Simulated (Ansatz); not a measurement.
## Ligand exchange: SiH2(SiH3)Br + SnHBr3 → SiH3(SiH3) + SnBr4

Species: SiH2(SiH3)Br, singlet; SnHBr3 `[Br][SnH]([Br])[Br]`, singlet; SiH3(SiH3) (disilane), singlet; SnBr4 `[Br][Sn]([Br])([Br])[Br]`, singlet. The partners trade Br for H: Si–Br and Sn–H bonds give way to Si–H and Sn–Br.

Shapes, held fixed at every level: PBE0-D4/def2-TZVP. Programs: Ansatz 0.2.0. The zero-point and thermal change to 298 K, harmonic and unscaled (PBE0-D4/def2-TZVP), is +1.5 kJ/mol.

```json
{"level": "B3LYP-D4/def2-TZVPP", "kind": "global hybrid", "ΔH(298 K) (kJ/mol)": "-9.9", "less CCSD(T)/def2-TZVPP": "-6.7"}
{"level": "PBE0-D4/def2-TZVPP", "kind": "global hybrid", "ΔH(298 K) (kJ/mol)": "-3.9", "less CCSD(T)/def2-TZVPP": "-0.7"}
{"level": "r2SCAN0-D4/def2-TZVPP", "kind": "global hybrid", "ΔH(298 K) (kJ/mol)": "-2.3", "less CCSD(T)/def2-TZVPP": "+0.9"}
{"level": "wB97X-V/def2-TZVPP", "kind": "range-separated hybrid", "ΔH(298 K) (kJ/mol)": "-2.0", "less CCSD(T)/def2-TZVPP": "+1.2"}
{"level": "B2PLYP/def2-TZVPP", "kind": "double hybrid", "ΔH(298 K) (kJ/mol)": "-4.9", "less CCSD(T)/def2-TZVPP": "-1.7"}
{"level": "MP2/def2-TZVPP", "kind": "perturbation theory", "ΔH(298 K) (kJ/mol)": "-5.1", "less CCSD(T)/def2-TZVPP": "-1.9"}
{"level": "CCSD/def2-SVP", "kind": "coupled cluster or CI", "ΔH(298 K) (kJ/mol)": "-11.8", "less CCSD(T)/def2-TZVPP": "-8.6"}
{"level": "CCSD(T)/def2-TZVPP", "kind": "coupled cluster or CI", "ΔH(298 K) (kJ/mol)": "-3.2", "less CCSD(T)/def2-TZVPP": "0.0"}
```

The highest level, CCSD(T)/def2-TZVPP, gives ΔH(298 K) = -3.2 kJ/mol; the levels span -11.8 to -2.0. That is about zero within the method's error. The column of differences is taken from that level and isn't an error. No measured value is set beside it here. For atoms past krypton def2 sets carry core potentials with scalar relativity. Relativity is left out for Br unless named. Correlated rows may include outer-core shells of Br, Sn, which these sets cover unevenly.

Trading Br for H between silicon and tin is nearly thermoneutral. Silicon binds both hydrogen and bromine more strongly than tin does, so the cost of giving up Si–Br for Sn–Br is largely repaid by replacing Sn–H with Si–H. The slight exothermic lean shared by all levels would fit the weakness of the Sn–H bond and the polar character of Sn–Br, but it is too small to establish a real preference of bromine for tin.

B3LYP-D4 and CCSD/def2-SVP stand apart on the exothermic side, while the other levels lie within 1.9 kJ/mol of CCSD(T). The CCSD shift can't be assigned to missing triples alone, because the basis is also smaller; incomplete description of the polar bonds to bromine probably contributes.

With so little enthalpy at stake, entropy could decide the position of equilibrium. The products, disilane and tetrahedral SnBr4, are more symmetric than the reactants, which lowers their rotational entropy and works against the exchange, so the negative enthalpy doesn't show that the products are favoured.
